**Electric-field and field-gradient integrals over s Gaussians: where does the trace come from?**

For two s Gaussians I have the nuclear-attraction integral $V=(2\pi/p)KF_0(T)$. I want the electric field and the field gradient at a nucleus, to get the $^{14}$N quadrupole coupling in N$_2$. Can I simply differentiate $V$ with respect to the position of the operator? When I do it twice I get a tensor with a nonzero trace, while the operator in my textbook, $(3s_is_j-\delta_{ij}s^2)/s^5$, is traceless and looks divergent at $s=0$. Which one is right? And can s functions say anything about N$_2$?

---

**Answer**

You can differentiate. The second derivative is the textbook integral plus a contact term. That term is the whole trace and is fixed by Poisson's equation, while the traceless remainder is a single term in $F_2$.

### Premises and conventions

Atomic units are used throughout (lengths in bohr, field gradients in $E_h/(ea_0^2)$, which is $9.717\times10^{21}$ V m$^{-2}$). The functions are unnormalised primitives $e^{-a|\mathbf r-\mathbf A|^2}$ and $e^{-b|\mathbf r-\mathbf B|^2}$ with $a,b>0$. Completing the square gives the product theorem,

$$\rho(\mathbf r)=e^{-a|\mathbf r-\mathbf A|^2}e^{-b|\mathbf r-\mathbf B|^2}=K\,e^{-p|\mathbf r-\mathbf P|^2},\tag{1}$$

with $p=a+b$, $\mathbf P=(a\mathbf A+b\mathbf B)/p$ and $K=\exp(-ab|\mathbf A-\mathbf B|^2/p)$. Define

$$V(\mathbf C)=\int\frac{\rho(\mathbf r)}{|\mathbf r-\mathbf C|}\,d^3r,\qquad \mathbf R=\mathbf P-\mathbf C,\qquad T=pR^2 .$$

$V$ is positive. It is the potential of a positive charge density $\rho$, so electrons with number density $\rho$ produce $\phi=-V$. Derivatives act on the operator position $\mathbf C$ only. $\mathbf A$ and $\mathbf B$ stay fixed even when $\mathbf C$ coincides with one of them.

The Boys functions are $F_m(T)=\int_0^1u^{2m}e^{-Tu^2}du$. Two properties are needed. Differentiating under the integral gives

$$F_m'(T)=-F_{m+1}(T).\tag{2}$$

Integrating $\frac{d}{du}\left(u^{2m+1}e^{-Tu^2}\right)=(2m+1)u^{2m}e^{-Tu^2}-2Tu^{2m+2}e^{-Tu^2}$ from 0 to 1 gives

$$2T\,F_{m+1}=(2m+1)F_m-e^{-T}.\tag{3}$$

### Step 1: the potential

Write $1/s=(2/\sqrt\pi)\int_0^\infty e^{-t^2s^2}dt$ with $s=|\mathbf r-\mathbf C|$. The integrand is positive, so the order of integration may be exchanged. Applying (1) again, to exponents $p$ and $t^2$, and using $\int e^{-\gamma r^2}d^3r=(\pi/\gamma)^{3/2}$,

$$V=\frac{2K}{\sqrt\pi}\int_0^\infty\left(\frac{\pi}{p+t^2}\right)^{3/2}\exp\left(-\frac{pt^2}{p+t^2}R^2\right)dt .$$

Substitute $u^2=t^2/(p+t^2)$. Then $p+t^2=p/(1-u^2)$ and $dt=\sqrt p\,(1-u^2)^{-3/2}du$, so the powers of $1-u^2$ cancel:

$$V=\frac{2\pi}{p}K\,F_0(T).\tag{4}$$

$F_0$ has the everywhere convergent series $\sum_k(-T)^k/[k!(2k+1)]$ and $T$ is a polynomial in $\mathbf C$. Hence $V$ is smooth in $\mathbf C$ everywhere, including inside the charge and at $\mathbf R=0$.

### Step 2: the field integral

Since $\partial R_k/\partial C_i=-\delta_{ik}$, we have $\partial T/\partial C_i=-2pR_i$. With (2),

$$\frac{\partial V}{\partial C_i}=\frac{2\pi}{p}K\,(-F_1)(-2pR_i)=4\pi K\,R_i\,F_1(T).\tag{5}$$

To identify this with an operator integral, shift $\mathbf r=\mathbf C+\mathbf s$, so that $V=\int\rho(\mathbf C+\mathbf s)\,s^{-1}d^3s$. All dependence on $\mathbf C$ now sits in a smooth, rapidly decaying Gaussian, and any number of derivatives may be taken under the integral. Then $\partial V/\partial C_i=\int(\partial_i\rho)\,s^{-1}d^3s$. Integrate by parts outside a sphere of radius $\epsilon$. The surface term is of order $\epsilon^2\cdot\epsilon^{-1}$ and vanishes, and $-\partial_i s^{-1}=s_i/s^3$, so

$$\frac{\partial V}{\partial C_i}=\int\rho(\mathbf C+\mathbf s)\,\frac{s_i}{s^3}\,d^3s,\tag{6}$$

which converges absolutely. For electrons $\mathbf E=-\nabla\phi=+\nabla_{\mathbf C}V$, so (5) is their field as it stands. It points from $\mathbf C$ towards the negative charge at $\mathbf P$, as it must.

### Step 3: the second derivative

Differentiate (5) with the product rule, using (2) once more:

$$V_{ij}\equiv\frac{\partial^2V}{\partial C_i\partial C_j}=4\pi K\left[-\delta_{ij}F_1+R_i(-F_2)(-2pR_j)\right]=8\pi pK\,R_iR_jF_2-4\pi K\,\delta_{ij}F_1 .\tag{7}$$

The trace follows from $\sum_iR_i^2=T/p$ and (3) with $m=1$:

$$\sum_iV_{ii}=4\pi K\,(2TF_2-3F_1)=-4\pi K e^{-T}=-4\pi\rho(\mathbf C).\tag{8}$$

This is Poisson's equation, since $Ke^{-T}$ is (1) evaluated at $\mathbf C$. The $\delta_{ij}F_1$ term of (7) is pure trace, so removing one third of the trace leaves

$$\tilde V_{ij}=V_{ij}-\tfrac13\delta_{ij}\sum_kV_{kk}=8\pi pK\,F_2(T)\left(R_iR_j-\tfrac13\delta_{ij}R^2\right).\tag{9}$$

### Step 4: which operator this is

Differentiate (6): $V_{ij}=\int(\partial_j\rho)\,s_is^{-3}d^3s$, still absolutely convergent. Integrate by parts outside the sphere $s=\epsilon$. The volume term contains $-\partial_j(s_i/s^3)=(3s_is_j-\delta_{ij}s^2)/s^5$. The outward normal of the region on the small sphere is $-\hat{\mathbf s}$, so the surface term is $-\oint\rho\,\hat s_i\hat s_j\,d\Omega$. It does not vanish. Because $\oint\hat s_i\hat s_j\,d\Omega=(4\pi/3)\delta_{ij}$,

$$V_{ij}=\lim_{\epsilon\to0}\int_{s>\epsilon}\rho\,\frac{3s_is_j-\delta_{ij}s^2}{s^5}\,d^3s-\frac{4\pi}{3}\delta_{ij}\,\rho(\mathbf C).\tag{10}$$

The first term is traceless and the second carries the trace (8), so the first term equals (9). The textbook operator is therefore correct when read with a spherical exclusion, angles first. Its angular part is pure $l=2$ and picks out only the $l=2$ component of $\rho$ about $\mathbf C$. That component starts at order $s^2$, so the radial integrand $s^2\cdot s^{-3}\cdot s^2$ is harmless. An excluded cavity of another shape would change the limit by a multiple of $\rho(\mathbf C)$.

The nuclear quadrupole tensor is traceless, so its contraction with $\delta_{ij}$ vanishes and only $\tilde V_{ij}$ enters the coupling. The trace multiplies the mean-square nuclear radius and shifts all spin sublevels equally. With density matrix $D_{\mu\nu}$ over normalised functions (normalisation factors $N_\mu$), the field gradient at nucleus $\mathbf C$, defined as the traceless part of $\partial_i\partial_j\phi$, is

$$q_{ij}=\sum_{B\ne C}Z_B\frac{3X_iX_j-\delta_{ij}X^2}{X^5}-\sum_{\mu\nu}D_{\mu\nu}N_\mu N_\nu\tilde V_{ij}^{\mu\nu},\qquad\mathbf X=\mathbf B-\mathbf C,\tag{11}$$

and the coupling constant of a linear molecule along $z$ is $\chi=eQq_{zz}/h$.

### Step 5: the screening form and the limits

Substituting $x=Tu^2$ gives $F_m=\gamma(m+\frac12,T)/(2T^{m+1/2})$, with $\gamma$ the lower incomplete gamma function. Let $S=K(\pi/p)^{3/2}$ be the total charge of $\rho$ and $\mathcal P(\nu,T)=\gamma(\nu,T)/\Gamma(\nu)$. With $\Gamma(\frac32)=\sqrt\pi/2$ and $\Gamma(\frac52)=3\sqrt\pi/4$, equations (5) and (9) become

$$\frac{\partial V}{\partial C_i}=S\,\frac{R_i}{R^3}\,\mathcal P(\tfrac32,T),\qquad\tilde V_{ij}=S\,\frac{3R_iR_j-\delta_{ij}R^2}{R^5}\,\mathcal P(\tfrac52,T).\tag{12}$$

Each is the point-charge result times a factor between 0 and 1. $\mathcal P(\frac32,T)$ is the fraction of the charge within distance $R$ of $\mathbf P$, which is Gauss's law. From (3),

$$S\,\mathcal P(\tfrac52,T)=S\,\mathcal P(\tfrac32,T)-\tfrac{4\pi}{3}R^3\rho(\mathbf C),\tag{13}$$

the enclosed charge minus that of a uniform ball with the local density, which has no traceless gradient. For $T\to\infty$ both factors tend to 1 with a remainder of order $T^{\nu-1}e^{-T}$. For $T\to0$, $F_1\to\frac13$ and $F_2\to\frac15$, so $V_{ij}\to-\frac{4\pi}3K\delta_{ij}$ and $\tilde V_{ij}$ vanishes as $R^2$. A product of s functions that are both centred on the nucleus of interest contributes nothing to $q_{ij}$.

### Step 6: a p function from s functions

The large on-site term in N$_2$ comes from p functions, and (9) delivers it. Take $g_\pm=\exp(-\alpha|\mathbf r-\mathbf C\mp d\hat{\mathbf z}|^2)$. Then $g_+-g_-=2e^{-\alpha d^2}e^{-\alpha s^2}\sinh(2\alpha ds_z)\to4\alpha d\,s_ze^{-\alpha s^2}$ as $d\to0$, a p$_z$ Gaussian. Its square consists of three s products with $p=2\alpha$. The two terms $g_\pm^2$ have $K=1$ and $\mathbf R=\pm d\hat{\mathbf z}$. The cross term $-2g_+g_-$ has $K=e^{-pd^2}$ and $\mathbf R=0$, so it enters the norm but not $\tilde V$. Dividing by the norm,

$$\tilde V_{zz}=\frac{2\cdot8\pi p\,F_2(pd^2)\cdot\frac23d^2}{2(\pi/p)^{3/2}\left(1-e^{-pd^2}\right)}\;\xrightarrow{d\to0}\;\frac{16\,p^{3/2}}{15\sqrt\pi}.\tag{14}$$

For the radial function $se^{-\alpha s^2}$ one finds directly

$$\langle s^{-3}\rangle=\frac{\int_0^\infty s\,e^{-ps^2}ds}{\int_0^\infty s^4e^{-ps^2}ds}=\frac{1/(2p)}{3\sqrt\pi/(8p^{5/2})}=\frac{4p^{3/2}}{3\sqrt\pi},$$

so (14) is $\frac45\langle s^{-3}\rangle$. The angular average $\langle3\cos^2\theta-1\rangle$ of a p$_z$ orbital is also $\frac45$, which confirms the prefactor of (9) by an independent route. For lobes along $x$ or $y$ the bracket of (9) has $zz$ component $-\frac13d^2$ instead of $\frac23d^2$, a factor $-\frac12$. With populations $n_x,n_y,n_z$ the on-site term is the Townes–Dailey expression

$$q_{zz}^{\rm site}=-\tfrac45\langle s^{-3}\rangle\left[n_z-\tfrac12(n_x+n_y)\right].\tag{15}$$

### Range of validity

Equations (4) to (14) are exact for point operators and any $a,b>0$, at any geometry. Contracted s functions need only a sum over primitives. Higher angular momentum follows from derivatives with respect to $\mathbf A$ and $\mathbf B$, each of which raises the highest Boys order by one. Four limits apply.

1. The nucleus is a point. For a finite nucleus the charge varies little across it only if $p\,r_N^2\ll1$. Radii of a few femtometres make this safe except for the tightest primitives on heavy atoms.
2. The operator is the nonrelativistic expectation-value form. Two-component relativistic methods need a transformed operator.
3. Equation (5) gives the Hellmann–Feynman field. The energy gradient with respect to a nucleus that carries basis functions has further terms from moving $\mathbf A$ or $\mathbf B$.
4. Exact integrals do not repair the basis. The kernel weights $s^{-3}$, so $q$ needs tight p functions, and the trace (8) samples the density at the nucleus, where Gaussians have no cusp.

Numerically, use (9) rather than subtracting the trace from (7), and do not run (3) upward at small $T$, where $(2m+1)F_m-e^{-T}$ cancels. The series $F_m=\sum_k(-T)^k/[k!(2m+2k+1)]$, or (3) run downward, is safe there.

### Illustration: $^{14}$N in N$_2$

This is a population model, not a Hartree–Fock calculation. The gradient is taken at nucleus A. The inputs are an approximate bond length $R=2.074$ bohr, an approximate $Q(^{14}\mathrm N)=0.0204$ barn, and the following assumed density.

*Atom A.* One electron sits in each of p$_x$ and p$_y$. Along the axis there are two sp hybrids $(s\pm p_z)/\sqrt2$, the bonding one with one electron and the lone pair with two, so $n_z=1.5$ and the bracket in (15) is 0.5. The s densities are spherical and the s–p cross terms have $l=1$, so neither contributes. The p exponent is $\alpha=1.25$, $p=2.5$, which gives $\langle s^{-3}\rangle=2.97$. It was chosen to be near the value of about 3 that is typical of a nitrogen 2p orbital. One p$_z$ electron then gives $-2.38$.

*Atom B.* The nucleus has $Z=7$, two core electrons form a Gaussian cloud with $p=24$, and five valence electrons form a spherical cloud with $p=0.75$, so that $\langle r^2\rangle=3/(2p)=2$. A unit point charge on the axis gives $2/R^3=0.224$, and (12) supplies the screening. The core has $T=103$ and $\mathcal P(\frac52,T)=1.000$. The valence cloud has $T=3.23$ and $F_2=0.0261$. A fraction 0.908 of its charge lies within $R$, the uniform-ball term of (13) removes 0.173, and $\mathcal P(\frac52,T)=0.735$.

| source | $q_{zz}$ / a.u. |
|---|---|
| nucleus B | $+1.57$ |
| core of B | $-0.45$ |
| valence of B | $-0.82$ |
| p shell of A, eq. (15) | $-1.19$ |
| sum | $-0.89$ |

Neutral atom B leaves $+0.30$. As point charges its parts would cancel exactly, so this residue is pure penetration, and it is the part that the s-Gaussian formula resolves.

The omitted terms are each about a third of that residue.

*Overlap density.* The product of two valence Gaussians with $a=b=0.375$ on A and B has $K=0.446$, $\mathbf P$ at the midpoint, $T=0.807$ and $\mathcal P(\frac52,T)=0.100$. One electron in it gives $-0.18$. Taking half of that electron from a spherical cloud on A costs nothing, and taking half from B returns $+0.08$, for a net $-0.10$ per electron moved.

*Hybrid dipole of B.* For Slater 2s and 2p functions with a typical common exponent $\zeta=1.95$, $\langle2s|z|2p_z\rangle=5/(2\sqrt3\zeta)=0.74$ bohr. Two electrons are displaced away from A by this amount and one towards it, which moves the centroid of the five electrons away by 0.15 bohr. Re-evaluating (12) at the longer distance changes $q_{zz}$ by $+0.09$.

*Quadrupole of B.* The excess half electron in p$_z$ has $\Theta=-0.5\cdot\frac25\langle r^2\rangle=-0.4$, where $\frac25$ is the average of $P_2(\cos\theta)$. A point quadrupole has $\phi=\Theta/z^3$ on the axis and gives $12\Theta/R^5=-0.1$.

*Core polarisation on A.* This is typically of the order of a tenth of the on-site term for first-row atoms.

The assumed population matters more than any of these, since a change of 0.1 in $n_z$ moves $q_{zz}$ by 0.24. One figure is all the model supports, $q_{zz}\approx-0.9$ a.u. The conversion factor is $E_h\cdot10^{-28}\,\mathrm{m^2}/(ha_0^2)=234.96$ MHz per barn and atomic unit, or 4.79 MHz per atomic unit for the $Q$ above, so the model gives $\chi\approx-4$ MHz. The sp populations and the tight p exponent were chosen so that the model shows the behaviour typical of triply bonded nitrogen, a negative coupling of several MHz. The number therefore belongs to the model and is no test of it. What the model does show is the structure of (11): an on-site p imbalance near $-1.2$ a.u., offset by about a quarter through the incomplete screening of the neighbouring nucleus.